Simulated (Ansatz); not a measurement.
A series in volume per atom on TiPd

All results are calculated (Ansatz 0.2.0). Periodic Kohn-Sham DFT of a crystal at fixed atoms; pressure and stress are positive in compression; the energy is the free energy less that of spherical unpolarised free atoms; site moments are those in the method's own spheres, positive along +z.

Cell of the first row (space group Pm-3m, No. 221):
```
CELL_PARAMETERS angstrom
3.11510 0.00000 0.00000
0.00000 3.11510 0.00000
0.00000 0.00000 3.11510
ATOMIC_POSITIONS crystal
Ti 0.50000 0.50000 0.50000
Pd 0.00000 0.00000 0.00000
```

Settings of every row: method all-electron PAW; functional PBEsol; relativity scalar; k mesh 13x13x13; filling fermi-dirac; smearing width 0.08 eV; nucleus gaussian.

Atom start moment: 0 on all atoms.

```
row  volume per atom (Å³)  pressure (GPa)
  1                15.114           3.064
  2                15.436          -0.625
  3                15.757          -3.913
  4                15.918               ?
  5                16.079          -6.843
  6                 16.24          -8.185
  7                  16.4           -9.45
  8                16.722         -11.769
  9                17.043         -13.828
```

Question: what pressure should row 4 give?

Worked fit of pressure. Take u = (V_r/V)^(2/3) − 1 with V_r = 16.16 Å³ an atom, which is twice the finite (Eulerian) strain; such expansions in the strain, on which the Birch-Murnaghan equation of state is built, carry the rest volume and the bulk modulus. The shown rows have u = 0.04562, 0.03103, 0.01698, 0.00336, -0.00329, -0.00978, -0.02253, -0.03485. Least squares give pressure = −7.5297 + 202.263 × u + 634.99 × u² + 481 × u³ GPa; a parabola predicts inner rows, each left out in turn, worse (root mean square 0.0085 against 0.004 GPa). The rows lie off it by -0.001, 0.003, -0.003, 0.000, 0.003, -0.002, 0.001, 0.000. The pressure vanishes at u = 0.0336, or V = 15.38 Å³ an atom, and there the bulk modulus at fixed shape and fractions is B = −V dP/dV = (2/3)(1 + u) dP/du = 170 GPa. The withheld row has u = 0.01011, so the fit gives −7.5297 + 202.263 × (0.01011) + 634.99 × (0.01011)² + 481 × (0.01011)³ = -5.419 GPa.

The calculation gave -5.421 GPa. The fit lies 0.002 GPa (0.012 % of the column's range) above it; its largest miss of a shown row is 0.003 GPa.
